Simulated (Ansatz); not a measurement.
Redistribution: 2 C2H8O2Si2 → C2H10OSi3 + C2H6O3Si

Gas-phase species: C2H8O2Si2 `C=C[Si](O)(O)[SiH3]`, singlet; C2H10OSi3 `C=C[Si](O)([SiH3])[SiH3]`, singlet; C2H6O3Si `C=C[Si](O)(O)O`, singlet. The partners trade OH for SiH3; both sit on Si, so the bond types are kept.

Shapes, held fixed at every level: PBE0-D4/def2-TZVP. Flexible molecules stand in one conformer, not always the lowest. Programs: Ansatz 0.2.0. Electronic energies: no zero-point or thermal term.

| level | kind | ΔE (kJ/mol) | less CCSD(T)/CBS estimate |
| --- | --- | --- | --- |
| PBE-D4/def2-TZVPP | GGA | -13.3 | +1.4 |
| r2SCAN-D4/def2-TZVPP | meta-GGA | -16.4 | -1.7 |
| B3LYP-D4/def2-TZVPP | global hybrid | -13.7 | +1.0 |
| PBE0-D4/def2-TZVPP | global hybrid | -16.0 | -1.3 |
| wB97M-V/def2-TZVPP | range-separated hybrid | -13.8 | +0.9 |
| B2PLYP/def2-TZVPP | double hybrid | -12.6 | +2.1 |
| CCSD(T)/CBS estimate | coupled cluster or CI | -14.7 | 0.0 |

The highest level, CCSD(T)/CBS estimate, gives ΔE = -14.7 kJ/mol; the levels span -16.4 to -12.6. The column of differences is taken from that level and isn't an error. No measured value is set beside it here. The CBS estimate extrapolates MP2 from def2-TZVPP and def2-QZVPP and adds CCSD(T) − MP2 in the triple-zeta set, cores frozen.

Every level makes the redistribution exothermic, so gathering three OH groups on one silicon and two silyl groups on the other is favoured over the mixed arrangement. Because the bond types are conserved, the energy reflects how substituents on the same silicon influence one another, not a gain in nominal bond strength. The likely source is the geminal stabilisation familiar from polyoxygenated silicon: oxygen lone pairs donate into neighbouring σ*(Si–O) orbitals, and the increasingly positive silicon strengthens the polar Si–O bonds. Both effects should be greatest in the silanetriol.

The same conservation of bonds helps errors cancel, which fits the narrow spread between methods. Agreement with coupled cluster doesn't improve steadily with functional class: the double hybrid deviates most, at +2.1 kJ/mol, while PBE-D4 lies closer, at +1.4 kJ/mol. The preference for redistribution is therefore well supported electronically, but a ranking of the functionals from this one reaction is not. The reaction energy alone can't separate hyperconjugation from electrostatics or from contacts between neighbouring OH groups.
